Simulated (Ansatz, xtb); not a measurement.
## Two isomers of C6H11B

Structure I is `CBC1CC=CC1`, a singlet and structure II is `B[C@@H]1C=CC[C@@H]1C`, a singlet. Both are isolated molecules in the gas phase, relaxed with B3LYP-D3(BJ)/def2-SVP, each in the lowest conformer that the search found.

Energies in hartree; the thermal terms are from GFN2-xTB frequencies at re-optimised GFN2-xTB minima (ideal gas, soft modes damped towards free rotors, one conformer each, 298.15 K, 1 atm) and include the zero-point energy:

|  | I | II |
| --- | --- | --- |
| E, CCSD(T)/def2-SVP | −259.105608 | −259.094460 |
| E, MP2/def2-SVP | −258.992402 | −258.982884 |
| E, MP2/def2-TZVPP | −259.465554 | −259.454654 |
| zero-point energy | 0.152763 | 0.152744 |
| H(298 K) − E | 0.161796 | 0.161290 |
| G(298 K) − E | 0.120212 | 0.121678 |

Q: Correct the CCSD(T) difference for the basis set by the MP2 change, then work out ΔE, ΔE₀, ΔH and ΔG for I → II in kJ/mol (1 Eh = 2625.50 kJ/mol) and the equilibrium ratio [II]/[I].

A: 1. Differences II − I: CCSD(T) +0.011148, MP2 in the small set +0.009518, MP2 in the large set +0.010900 Eh.
2. ΔE = +0.011148 + (+0.010900 − (+0.009518)) = +0.012530 Eh = +32.90 kJ/mol.
3. ΔE₀ = ΔE + ΔZPE = +0.012530 + (−0.000019) Eh = +32.85 kJ/mol.
4. ΔH = ΔE + (−0.000506) Eh = +31.57 kJ/mol.
5. ΔG = ΔE + (+0.001466) Eh = +36.75 kJ/mol, so ΔS = (ΔH − ΔG)/T = −17.4 J/(mol K).
6. kT = 0.9442 mEh, so K = [II]/[I] = exp(−ΔG/kT) = exp(−14.82) ≈ 3.7 × 10^−7.

Structure I is favoured at this temperature. An error of 4 kJ/mol in ΔG would change K by a factor of 5. GFN2-xTB gave ΔE the other sign. Mirror images and further conformers aren't counted.

As drawn, II has 1 C–C, 1 B–H in place of 1 C–B, 1 C–H.

Other levels gave ΔE = −12.7 (GFN2-xTB); +51.1 (HF/STO-3G, GFN2-xTB geometries); +39.8 (r2SCAN-D4/def2-SVP, GFN2-xTB geometries); +38.0 (B3LYP-D3(BJ)/def2-SVP); +49.7 (HF/def2-SVP); +25.0 (MP2/def2-SVP); +29.3 (CCSD(T)/def2-SVP) kJ/mol. The correlated steps freeze 7 core orbitals. Programs: Ansatz 0.2.0, xtb 6.7.1.

The preference for I is mainly electronic: zero-point energy barely changes it, and entropy adds to it. Moving the methyl group from boron to a ring carbon trades a C–B and a C–H bond for a C–C and a B–H bond. It also leaves the electron-poor boron with one alkyl substituent instead of two, so less σ donation and hyperconjugation into its empty p orbital. The allylic position of boron in II may recover some of this through overlap with the π bond, but evidently not enough.

Correlation works the other way, cutting the gap from +49.7 at HF to +29.3 kJ/mol at CCSD(T) in the same basis, probably because the more branched carbon skeleton of II gains more medium-range correlation energy. The negative ΔS suggests that I has the looser internal rotations, notably of the methyl group on trigonal boron.

The ratio describes isolated monomers only; in practice, B–H–B bridging or hydroboration of the ring alkene could well take over before any such equilibrium was reached.
